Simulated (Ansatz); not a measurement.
## Rh: pressure and energy less free atoms against volume scale

Periodic Kohn-Sham DFT of a crystal at fixed atoms, scaled to volume_scale times the given cell; pressure positive in compression, energy less spherical unpolarised free atoms, largest_vzz the field gradient of largest size among the nuclei. The results are calculated, by Ansatz 0.2.0.

The cell before it is scaled or strained (space group Fm-3m, No. 225):
```
Rh
1.0
      0.0000     1.9016     1.9016
      1.9016     0.0000     1.9016
      1.9016     1.9016     0.0000
Rh
1
Direct
  0.00000 0.00000 0.00000
```

Settings of every row: method all-electron LAPW; functional LDA; relativity scalar; k mesh 16x16x16; filling fermi-dirac; smearing width 0.03 eV; basis error target 0.25 meV/atom; nucleus gaussian.

Atom start moment: 0 on all atoms.

| row | volume scale | V (Å³/atom) | pressure (GPa) | energy less free atoms (eV/atom) |
| --- | --- | --- | --- | --- |
| 1 | 0.94 | 12.928 | 7.731 | -8.7151 |
| 2 | 0.96 | 13.203 | 0.612 | -8.7221 |
| 3 | 0.98 | 13.476 | -5.665 | -8.7177 |
| 4 | 0.99 | 13.615 | -8.518 | -8.7116 |
| 5 | 1 | 13.752 | -11.196 | -8.7031 |
| 6 | 1.01 | 13.89 | -13.707 | -8.6924 |
| 7 | 1.02 | 14.026 | -16.063 | -8.6796 |
| 8 | 1.04 | 14.301 | -20.339 | -8.6483 |
| 9 | 1.06 | 14.578 | ? | ? |

Question: what pressure and energy less free atoms should row 9 give?

Worked fit of pressure. Take u = (V_r/V)^(2/3) − 1 with V_r = 13.684 Å³ an atom, which is twice the finite (Eulerian) strain; such expansions in the strain, on which the Birch-Murnaghan equation of state is built, carry the rest volume and the bulk modulus. The shown rows have u = 0.03861, 0.02414, 0.01026, 0.00338, -0.0033, -0.00991, -0.01632, -0.02897. Least squares give pressure = −9.8971 + 401.238 × u + 1425.59 × u² GPa; a straight line predicts inner rows, each left out in turn, worse (root mean square 0.49 against 0.024 GPa). The rows lie off it by 0.011, -0.008, -0.035, 0.007, 0.010, 0.026, 0.003, -0.014 (root mean square 0.017 GPa). The pressure vanishes at u = 0.0228, or V = 13.23 Å³ an atom, and there the bulk modulus at fixed shape and fractions is B = −V dP/dV = (2/3)(1 + u) dP/du = 318 GPa. The withheld row has u = -0.04131, so the fit gives −9.8971 + 401.238 × (-0.04131) + 1425.59 × (-0.04131)² = -24.039 GPa.

The calculation gave -24.09 GPa. The fit lies 0.051 GPa (0.16 % of the column's range) above it; its largest miss of a shown row is 0.035 GPa. This row lies beyond the range of the fit.

Worked fit of energy less free atoms. Take u = (V_r/V)^(2/3) − 1 with V_r = 13.684 Å³ an atom, which is twice the finite (Eulerian) strain; such expansions in the strain, on which the Birch-Murnaghan equation of state is built, carry the rest volume and the bulk modulus. The shown rows have u = 0.03861, 0.02414, 0.01026, 0.00338, -0.0033, -0.00991, -0.01632, -0.02897. Least squares give energy less free atoms = −8.70759 − 1.2688 × u + 27.279 × u² + 14.2 × u³ eV/atom; a parabola predicts inner rows, each left out in turn, worse (root mean square 0.00015 against 6.5e-05 eV/atom). The rows lie off it by 0.0000, 0.0000, 0.0000, 0.0000, 0.0000, 0.0000, 0.0001, 0.0000. Its lowest point lies at u = 0.0228, or V = 13.23 Å³ an atom, and the curvature there gives the bulk modulus at fixed shape and fractions, B = (4/9)(1 + u)² E″(u)/V = 318 GPa. The withheld row has u = -0.04131, so the fit gives −8.70759 − 1.2688 × (-0.04131) + 27.279 × (-0.04131)² + 14.2 × (-0.04131)³ = -8.6096 eV/atom.

The calculation gave -8.6101 eV/atom. The fit lies 0.0005 eV/atom (0.45 % of the column's range) above it; its largest miss of a shown row is 0.0001 eV/atom. This row lies beyond the range of the fit.
